The Laplacian of the electron density, L, is the sum of the density's curvatures in three perpendicular directions. It is negative where density is concentrated relative to its immediate surroundings and positive where it is depleted. Here it was evaluated from a Hartree–Fock density at the bond critical points, the places between bonded atoms where the density ρ has no slope. The molecule is a radical in which germanium carries one hydrogen and two propynyl groups, with the unpaired electron mainly on germanium.

Properties at the QTAIM bond critical points of the neutral doublet radical C6H7Ge, from a gas-phase Hartree–Fock/def2-SVP single point with PySCF 2.14.0 at the GFN2-xTB geometry. Atoms 1–3 and 5–7 are carbon, 4 is germanium and 8–14 are hydrogen. The energy density is the sum of the kinetic and potential energy densities.

```
row  density (a.u.)  first atom  second atom  laplacian (a.u.)  ellipticity  energy density (a.u.)
  1           0.398       2.000        3.000            -1.002        0.034                 -0.684
  2           0.398       5.000        6.000            -1.002        0.034                 -0.684
  3           0.282       7.000       14.000            -1.081        0.012                 -0.312
  4           0.282       1.000        9.000            -1.081        0.012                 -0.312
  5           0.282       1.000        8.000            -1.080        0.012                 -0.312
  6           0.282       7.000       13.000            -1.080        0.012                 -0.312
  7           0.281       1.000       10.000            -1.075        0.012                 -0.311
  8           0.281       7.000       12.000            -1.074        0.012                 -0.311
  9           0.280       1.000        2.000            -0.807        0.001                 -0.271
 10           0.280       6.000        7.000            -0.807        0.001                 -0.271
 11           0.128       4.000       11.000             0.044        0.022                 -0.077
 12           0.127       3.000        4.000             0.191        0.029                 -0.070
 13           0.126       4.000        5.000             0.191        0.029                 -0.070
```

Rows 1–2 are the carbon–carbon triple bonds, rows 3–8 the C–H bonds and rows 9–10 the C–C single bonds. Row 11 is Ge–H, and rows 12–13 are Ge–C. The two Ge–C bonds are equivalent, and the step in the last digit of the density between them is an effect of rounding. The energy density H becomes less negative in just this order of bond types, but the Laplacian does not follow it. The triple bond has by far the most negative H, yet its Laplacian is slightly less negative than that of C–H, and in the germanium bonds L is positive although H is still negative.

The link between the two quantities is the local virial relation, in atomic units:

L/4 = H + G

Here H is the sum of the kinetic and potential energy densities, and G is the kinetic part, which is never negative. A large G can therefore cancel a strongly negative H, or even turn the Laplacian positive. The question becomes what makes G large at a point where the total density has no slope.

The hydrogen molecule gives the first limiting case. In Hartree–Fock theory its two electrons share one orbital, so where the density is flat the orbital is flat too. G depends on the squared slopes of the orbitals and therefore vanishes, which leaves L = 4H. When several orbitals overlap, their contributions to the slope of the density can cancel while their squared slopes add up. G at a critical point thus measures how far orbitals of different slope share that point.

The C–H bonds lie near the hydrogen limit: G is only about 0.042, and L is about −1.08, where 4H alone would give −1.25. The limit is not quite reached, because the orbitals of carbon's other bonds keep some amplitude and slope there. The analogy does explain why a strongly negative Laplacian is natural for a bond made essentially by one localised pair.

The triple bond departs from this limit because it has π orbitals. A π orbital is zero on the bond axis, so it adds no density there, but it changes sign across the axis and has a steep slope. Its contribution to L/4 equals its contribution to G, and its contribution to H is zero. The π pairs thus push the Laplacian upwards without weakening the energy density, which on the axis comes from the σ orbitals.

The numbers show how complete the cancellation is. Going from C–H to the triple bond, the change in 4H lowers L by 1.49, while the change in 4G raises it by 1.57. That the π pairs supply much of this G is expected from the orbital argument; their share was not computed, since the calculation gives only the total. The small net difference should not be leaned on: the critical point lies 0.74 Å from one carbon and 0.47 Å from the other, on a stretch where the density is rather flat along the bond. A modest change of basis set could move the point and alter its local values.

The opposite limiting case is a uniform electron gas, in which many orbitals of different slope overlap everywhere. With the standard correction for curvature, and at a point without slope, it gives

G ≈ (3/10)(3π²)^(2/3) ρ^(5/3) + L/6

For row 1 the first term is 2.87 × 0.398^(5/3) = 0.618, and the second is −1.002/6 = −0.167. Their sum, 0.451, is 4% above the G of 0.434 that follows from the table. No constant was fitted to this or any other row. Only a few orbitals matter at this point, however, so agreement this close may be partly luck.

The same formula is 5% too high for Ge–C and 14% too high for Ge–H, but it gives about four times the actual G for C–H and three times for the C–C single bond. It fails where one pair dominates, because two electrons of opposite spin can share an orbital without the extra kinetic energy that the exclusion principle imposes on a gas. The correction contains L, and so part of the answer, but the first term alone already separates the groups: G is 12 to 20% of it in C–H and C–C single bonds, and 70 to 130% in the others. The printed analysis below lists this comparison for every bond.

In the germanium bonds, several orbitals meet for a different reason. The bonding pair is drawn towards carbon or hydrogen, which leaves the critical point near the outer core of germanium. There the core density is expected to fall away from germanium while the bonding density rises towards the partner, so that the slopes cancel in ρ but not in G. The orbitals were not separated to test this, but the curvatures fit it: in Ge–C the density curves upwards along the bond by 0.51 and downwards across it by only 0.32 in total, which makes L positive.

A positive Laplacian might suggest an ionic bond, but that reading does not suit these rows. H remains negative, and the Mayer bond orders, which count shared electron pairs, are 0.96 for Ge–H and 0.86 for Ge–C. Together these describe polar covalent single bonds. The sign of L reflects where the critical point lies in the shell structure of germanium as much as how the electrons are shared.

Two smaller steps remain. Ge–C has a Laplacian 0.147 above that of Ge–H at nearly the same density, and about 0.12 of this comes from 4G. Two causes are likely, though their shares were not computed. The critical point lies slightly nearer germanium in Ge–C, at 0.88 Å against 0.90 Å, so more of the core density reaches it. The orbitals of the triple bond also reach it from carbon, whereas hydrogen brings only the bonding pair. This comparison rests on a single radical, treated without electron correlation or relativity, with slight spin contamination and at a tight-binding geometry.

The C–C single bond matches C–H in density, yet its Laplacian is 0.27 less negative. The whole of this difference lies in the curvature across the bond, which is −1.08 instead of about −1.39. A plausible cause, not tested here, is the proton close to the critical point of the shorter C–H bond, which holds the density in a narrower cloud around the axis.

Printed output of the fit:

```
Kinetic energy density and curvatures in a.u. and length in angstrom:
  row  kinetic G  bare gas  G over bare gas  corrected gas  curvature across  curvature along  length  Mayer order
    1     0.4335    0.6183           0.7011         0.4513            -1.192           0.1895   1.209        3.081
    2     0.4335    0.6183           0.7011         0.4513            -1.192           0.1896   1.209        3.081
    3    0.04175    0.3482           0.1199          0.168             -1.39           0.3093    1.09        0.973
    4    0.04175    0.3482           0.1199          0.168             -1.39           0.3092    1.09        0.973
    5      0.042    0.3482           0.1206         0.1682            -1.389           0.3091    1.09        0.974
    6      0.042    0.3482           0.1206         0.1682            -1.389           0.3088    1.09        0.974
    7    0.04225    0.3461           0.1221          0.167            -1.385           0.3097    1.09         0.97
    8     0.0425    0.3461           0.1228         0.1671            -1.385           0.3106   1.091        0.971
    9    0.06925    0.3441           0.2013         0.2096            -1.078           0.2709   1.447        0.927
   10    0.06925    0.3441           0.2013         0.2096            -1.078           0.2707   1.447        0.927
   11      0.088   0.09334           0.9428         0.1007           -0.3615           0.4055   1.561        0.964
   12     0.1178   0.09213            1.278          0.124           -0.3198           0.5108   1.917         0.86
   13     0.1178   0.09093            1.295         0.1228           -0.3197           0.5107   1.917         0.86
C-C triple less C-H, Laplacian (a.u.): 0.0765
C-C triple less C-H, part from 4 H (a.u.): -1.489
C-C triple less C-H, part from 4 G (a.u.): 1.566
C-C single less C-H, Laplacian (a.u.): 0.2715
C-C single less C-H, part from curvature across (a.u.): 0.3102
C-C single less C-H, part from curvature along (a.u.): -0.03866
Ge-C less Ge-H, Laplacian (a.u.): 0.147
Ge-C less Ge-H, part from 4 G (a.u.): 0.119
Corrected gas over G, C-C triple: 1.041
Corrected gas over G, C-H: 3.99
Corrected gas over G, C-C single: 3.026
Corrected gas over G, Ge-H: 1.144
Corrected gas over G, Ge-C: 1.048
Triple-bond point to atom 2 (angstrom): 0.7445
Triple-bond point to atom 3 (angstrom): 0.4695
```
